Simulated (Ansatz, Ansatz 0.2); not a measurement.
# ²³Na quadrupolar coupling in cubic Na₂MoO₄: PBEsol and r²SCAN field gradients in the measured cell

## Starting point

The reference is a ²³Na quadrupolar coupling constant of 2.6 MHz for Na₂MoO₄ powder, obtained by magic-angle and variable-angle spinning NMR. It appears in "High resolution solid-state sodium-23, aluminum-27, and silicon-29 nuclear magnetic resonance spectroscopic reconnaissance of alka" (Kirkpatrick et al., American Mineralogist 70, 106 (1985)), which quotes it from earlier work. The temperature is not given with the value. We take it to belong to the anhydrous cubic phase at room temperature; because the salt readily forms a dihydrate, the state of the powder matters to that assignment. The cubic spinel has a single octahedral sodium site, whose threefold axis makes the asymmetry parameter vanish, so one number describes the coupling. NMR of this kind gives its size and not its sign.

| compared with | measured | method |
| --- | --- | --- |
| size of the quadrupolar coupling constant eQVzz/h of 23Na at site Na (MHz) | 2.6 | MAS and variable-angle spinning NMR |

Conditions are those given with the value in the passage it was taken from; "not stated" means there, and the paper may say more elsewhere.

## Choices

We want to know whether a periodic PAW calculation on the ordered spinel reproduces the size of the coupling within 10 %. Field gradients at sodium commonly differ by several per cent or more between PAW data sets, so a narrower target would test the data set as much as the physics; a wider one would let a poorly placed oxygen pass unnoticed.

The model is the 14-atom primitive cell with static atoms. We keep the cubic edge measured at 298 K, which already contains the thermal expansion of the lattice, and relax the atoms with PBEsol. Symmetry leaves only the oxygen parameter free, and the axial gradient at sodium depends on it directly. Taking the diffraction positions unrelaxed would save a step but carry any error in that parameter straight into the coupling; relaxing the cell as well would add the functional's error in volume. Vibrational averaging of the gradient is left out. The gradient is to be tested for basis and k mesh, and a second functional on the same geometry will give a scale for the electronic part of the error.

System: Na2MoO4, Fd-3m; Fd-3m (no. 227), 14 atoms in the primitive cell, conventional a, b, c = 9.109, 9.109, 9.109 A; measured cell of a crystallographic database, determined at 298 K; structure from the Crystallography Open Database.

## 1. PBEsol gradient at two plane-wave cutoffs

The relaxation supplies the oxygen position, and the gradient is then computed on that one geometry at 420 and 900 eV. We begin with the cutoff because the gradient depends on the fine shape of the density close to the nucleus; for a closed-shell insulator we expect the k mesh to matter less.

**Run 1.** Ansatz 0.2: relaxation with PBEsol: atoms relaxed, 3x3x3 k mesh, PAW set soft_2.

Key lines of the input:
```
# cell (primitive): 6.4410 6.4410 6.4410 A, 60.00 60.00 60.00 deg
# sites: Mo 0.7500 0.7500 0.7500; Na 0.1250 0.6250 0.1250; O 0.8623 0.8623 0.4131
kpoints:
  mp_grid: { grid: [3, 3, 3] }
scf:
  occupations: { method: fixed }
hamiltonian:
  xc: pbesol
relax:
  f_tol: 0.01
  max_steps: 90
output:
  forces: true
  write_density: true
  write_potential: true
  elf: true
  volumetric_format: npy
```

Command:
```
ansatz run input.yaml --threads 4 --pin off --max-ram 8192MiB --backend cpu --events-out ev --progress --plain --runs-dir out
```

Selected lines of the output:
```
relax step   1: F+E_penalty+E_count = -20193.86063254 eV  Δ(F+E_penalty+E_count) = +0.000e0 eV  max|allowed force component| = 9.709e-2 eV/Å  Δτ_max …
```

Converged; 2 s on 4 cores of AMD EPYC 9R14 (Zen 4), shared host.

**Run 2.** Ansatz 0.2: PAW field gradients, PBEsol, atoms relaxed with PBEsol in the measured cell, 4x4x4 k mesh, 420 eV, PAW set soft_2.

Key lines of the input:
```
# cell (primitive): 6.4410 6.4410 6.4410 A, 60.00 60.00 60.00 deg
# sites: Mo 0.7500 0.7500 0.7500; Na 0.1250 0.6250 0.1250; O 0.8625 0.8625 0.4125
kpoints:
  mp_grid: { grid: [4, 4, 4] }
scf:
  occupations: { method: fixed }
hamiltonian:
  xc: pbesol
output:
  efg: { quadrupole_moments_barn: { Mo: -0.022, Na: 0.104, O: -0.02558 } }
```

Selected lines of the output:
```
atom 3 Na V_zz = +0.979903 η = 0.0000 by run symmetry: allowed C_q = +2.4642 MHz
```

Converged; 1.1 s of wall time. Warnings: gradients_without_spin_orbit (in short: Electric field gradients are read without spin–orbit coupling, so gradients at and next to the affected atoms can shift by several per cent, up to a factor of two).

**Run 3.** Ansatz 0.2: PAW field gradients, PBEsol, atoms relaxed with PBEsol in the measured cell, 4x4x4 k mesh, 900 eV, PAW set soft_2.

Key lines of the input, as changed from run 2:
```diff
+ basis:
+   ecutwfc: 900
```

Selected lines of the output:
```
atom 3 Na V_zz = +0.979390 η = 0.0000 by run symmetry: allowed C_q = +2.4629 MHz
```

Converged; 2.5 s of wall time. Warnings: gradients_without_spin_orbit.

| quantity | run 1 | run 2 | run 3 | measured |
| --- | --- | --- | --- | --- |
| size of the quadrupolar coupling constant eQVzz/h of 23Na at site Na (MHz) | – | 2.464 | 2.463 | 2.6 |
| edge a of the conventional cell that the run used (Å) | 9.109 | 9.109 | 9.109 |  |

At 420 eV the coupling is 2.464 MHz, about 5 % below the measured 2.6 MHz and inside the 10 % target. Raising the cutoff to 900 eV changes it by only 0.001 MHz, so the plane-wave basis does not account for the difference at this level. The asymmetry is zero, as the threefold axis requires.

The relaxation moved oxygen only slightly, its last coordinate going from 0.4131 to 0.4125. How much of the coupling hangs on that small shift is still open.

The program warns that gradients read without spin–orbit coupling can be off at heavy atoms and their neighbours. Molybdenum is the heaviest atom here, and sodium is separated from it by oxygen. In a closed-shell d⁰ insulator we expect the effect at sodium to be small, though we have not tested it.

## 2. Mesh, oxygen position and a second functional

Three runs now each change one part of the calculation. A 6×6×6 mesh checks the Brillouin-zone sampling, where we expect little change. The PBEsol gradient at the unrelaxed diffraction positions shows what the small oxygen shift is worth. An r²SCAN gradient on the PBEsol geometry gives the scale of the functional's influence on the density alone; its cutoff is 500 eV, a difference that the PBEsol test gives us little reason to worry about.

**Run 4.** Ansatz 0.2: PAW field gradients, PBEsol, atoms relaxed with PBEsol in the measured cell, 6x6x6 k mesh, 420 eV, PAW set soft_2.

Key lines of the input, as changed from run 2:
```diff
  kpoints:
-   mp_grid: { grid: [4, 4, 4] }
+   mp_grid: { grid: [6, 6, 6] }
```

Selected lines of the output:
```
atom 3 Na V_zz = +0.979943 η = 0.0000 by run symmetry: allowed C_q = +2.4643 MHz
```

Converged; 1.6 s of wall time. Warnings: gradients_without_spin_orbit.

**Run 5.** Ansatz 0.2: PAW field gradients, PBEsol, measured structure, 4x4x4 k mesh, 420 eV, PAW set soft_2.

Key lines of the input, as changed from run 2:
```diff
- # sites: Mo 0.7500 0.7500 0.7500; Na 0.1250 0.6250 0.1250; O 0.8625 0.8625 0.4125
+ # sites: Mo 0.7500 0.7500 0.7500; Na 0.1250 0.6250 0.1250; O 0.8623 0.8623 0.4131
```

Selected lines of the output:
```
atom 3 Na V_zz = +0.986349 η = 0.0000 by run symmetry: allowed C_q = +2.4804 MHz
```

Converged; 1.1 s of wall time. Warnings: gradients_without_spin_orbit.

**Run 6.** Ansatz 0.2: PAW field gradients, r2SCAN, atoms relaxed with PBEsol in the measured cell, 4x4x4 k mesh, 500 eV, PAW set soft_2.

Key lines of the input, as changed from run 2:
```diff
  hamiltonian:
-   xc: pbesol
+   xc: r2scan
```

Selected lines of the output:
```
atom 3 Na V_zz = +1.012984 η = 0.0000 by run symmetry: allowed C_q = +2.5474 MHz
```

Converged; 2.1 s of wall time. Warnings: gradients_without_spin_orbit.

| quantity | run 4 | run 5 | run 6 | measured |
| --- | --- | --- | --- | --- |
| size of the quadrupolar coupling constant eQVzz/h of 23Na at site Na (MHz) | 2.464 | 2.48 | 2.547 | 2.6 |
| edge a of the conventional cell that the run used (Å) | 9.109 | 9.109 | 9.109 |  |

The 6×6×6 mesh leaves the PBEsol coupling at 2.464 MHz, so the sampling is settled for that functional.

The unrelaxed diffraction positions give 2.480 MHz, only 0.016 MHz more than the relaxed ones. We had relaxed the atoms to keep an error in the oxygen parameter out of the coupling. Here that step changed the result by less than 1 %, and the measured structure would have served as well. This compares two nearby oxygen positions and does not show that either is exact.

Changing the functional matters more. On the same PBEsol geometry r²SCAN gives 2.547 MHz, 0.083 MHz above PBEsol and about 2 % below the measured value. Both functionals meet the 10 % target. The r²SCAN result lies closer, but the two differ by only about 3 %, less than the several per cent by which sodium gradients can change with the PAW data set. Both runs use the same set, so their agreement does not test it, and we do not rank the functionals on this difference.

## Table of results

| run | settings | size of the quadrupolar coupling constant eQVzz/h of 23Na at site Na (MHz) | deviation | cost |
| --- | --- | --- | --- | --- |
| 1 | relaxation with PBEsol: atoms relaxed, 3x3x3 k mesh | – |  | under 1 core-min |
| 2 | PAW field gradients, PBEsol, atoms relaxed with PBEsol in the measured cell, 4x4x4 k mesh, 420 eV | 2.464 | −0.136 (−5.2 %) | under 1 core-min |
| 3 | PAW field gradients, PBEsol, atoms relaxed with PBEsol in the measured cell, 4x4x4 k mesh, 900 eV | 2.463 | −0.137 (−5.3 %) | under 1 core-min |
| 4 | PAW field gradients, PBEsol, atoms relaxed with PBEsol in the measured cell, 6x6x6 k mesh, 420 eV | 2.464 | −0.136 (−5.2 %) | under 1 core-min |
| 5 | PAW field gradients, PBEsol, measured structure, 4x4x4 k mesh, 420 eV | 2.48 | −0.12 (−4.6 %) | under 1 core-min |
| 6 | PAW field gradients, r2SCAN, atoms relaxed with PBEsol in the measured cell, 4x4x4 k mesh, 500 eV | 2.547 | −0.053 (−2.0 %) | under 1 core-min |
|  | measured | 2.6 |  |  |

## Judgement

The calculation meets the 10 % target. PBEsol, with the atoms relaxed in the measured cell, gives a ²³Na coupling of 2.464 MHz against the measured 2.6 MHz, a deviation of −5.2 %. Each run took less than one core-minute.

For PBEsol the numerical settings are not the cause of the shortfall: neither the 900 eV cutoff nor the 6×6×6 mesh moved the coupling by more than about 0.001 MHz. Relaxing the oxygen position lowered it by only 0.016 MHz, so the diffraction structure could have been used directly. The change to r²SCAN on the same geometry had the largest effect, raising the coupling by 0.083 MHz and leaving it 2.0 % low. The choice of functional can therefore account for part of the gap. The r²SCAN value rests on one cutoff and one mesh, and its own convergence was not examined here.

The main open question is the PAW data. Sodium gradients can differ between data sets by several per cent and sometimes by tens of per cent, in either direction. All our runs share one set, so a cancellation between its error and that of the functional cannot be excluded. The quadrupole moment contributes an uncertainty of about one per cent or less. Vibrational averaging of the gradient was left out, and neither its size nor its sign at this site was examined here. Spin–orbit coupling was also left out, and its effect at sodium, which we expect to be small, was not tested.

The comparison further assumes that the powder was the anhydrous cubic phase, which we could not check. The zero asymmetry follows from the site symmetry and is no separate success of the functional.

[Logs are printed without paths, hosts, clocks, repeated set-up lines and the standing remarks that a program may print on its own settings, such as how far it seeks lower states.]

[The runs shown are a pick from a larger set of finished runs; failed, doubtful and other runs were left out of it ahead of writing. So were measured values far from every level or from commonly accepted values, and agreement can look better than it is. Lines of input and output are excerpts and may be shortened.]
